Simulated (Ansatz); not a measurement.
Level of theory: DFT PBE, scalar-relativistic, plane waves, PAW in Ansatz 0.2.0. All cells share a 420 eV cutoff and Γ-centred k meshes spaced at most about 0.3 Å⁻¹ (about 0.25 or finer for metals, 2π included). No spin polarisation in the final relaxations.

Temperature and zero-point effects are left out.

Compare these two cells of Cd₄S, each relaxed at this level.

A.

```
Cd S
1.0
     5.11004    0.00000    0.00000
    -2.55502    4.42542    0.00000
     0.00000    0.00000    5.99487
Cd S
4 1
Direct
  0.33333 0.66667 0.00000
  0.66667 0.33333 0.00000
  0.33333 0.66667 0.50000
  0.66667 0.33333 0.50000
  0.00000 0.00000 0.00000
```

B.

```
Cd S
1.0
     5.96522    0.00000    0.00000
    -2.98261    5.16604    0.00000
     0.00000    0.00000    5.07392
Cd S
4 1
Direct
  0.50000 0.00000 0.00000
  0.00000 0.50000 0.00000
  0.50000 0.50000 0.00000
  0.00000 0.00000 0.00000
  0.00000 0.00000 0.50000
```

Question: Which is lower in energy, and by how much?

Answer: B is lower, by 13 meV/atom. A has space group P6/mmm (No. 191), 27.1 Å³/atom and no gap on its mesh; B has space group P6/mmm (No. 191), 31.3 Å³/atom and no gap. Counting Cd atoms around S (those within 1.25 times the shortest such distance or 1.15 times the sum of covalent radii; the shortest distance is added where it is long for a bond), A has S 6 from 3.0 Å and B has S 2. The lower one is the more open, so pressure narrows the difference. Even the lower one lies +0.14 eV/atom against the reference forms of the elements (uncorrected), so neither is stable at this level. In A, Cd on its first site is surrounded by 3 S at 2.95 Å and 5 Cd at 2.95–3.00 Å; Cd on its second site is surrounded by 5 Cd at 2.95–3.00 Å; around S lie 6 Cd at 2.95 Å. In B, Cd on a site of symmetry mmm is surrounded by 6 Cd at 2.98 Å; Cd on a site of symmetry 6/mmm is surrounded by 2 S at 2.54 Å and 6 Cd at 2.98 Å; S has 2 Cd at 2.54 Å. Both come from invented guesses. A third cell relaxed alike, in P4/mmm, lies 16 meV/atom below the lower of the two.

The k mesh leaves some 4 meV/atom of noise in the energy of each metallic cell. A magnetic state wasn't ruled out in cells without spin, among them P6/mmm at 31.3 Å³/atom. Cells relaxed within their symmetry can be saddle points.

The small preference for B probably reflects a trade of many weak Cd–S contacts for a few strong ones. Its sulfur bridges two Cd atoms at 2.54 Å, close to the bond length in ordinary CdS, whereas the six in-plane contacts in A, at 2.95 Å, are stretched well beyond it. B also keeps flat, triangular Cd sheets with a spacing of 2.98 Å, much like the basal planes of elemental cadmium, so metallic Cd–Cd bonding survives alongside the sulfide bonds. That the two motifs nearly balance suggests that the shorter bonds only just repay the loss of sulfur coordination and packing density.

The missing gap fits the electron count: sulfur can take up only two electrons per formula unit, leaving most of the Cd 5s electrons in metallic states. The positive formation energy is chemically reasonable, since cadmium strongly favours the divalent state and tetrahedral coordination in its sulfide. Separation into CdS and Cd metal should therefore be downhill by more than the comparison with the elements indicates.
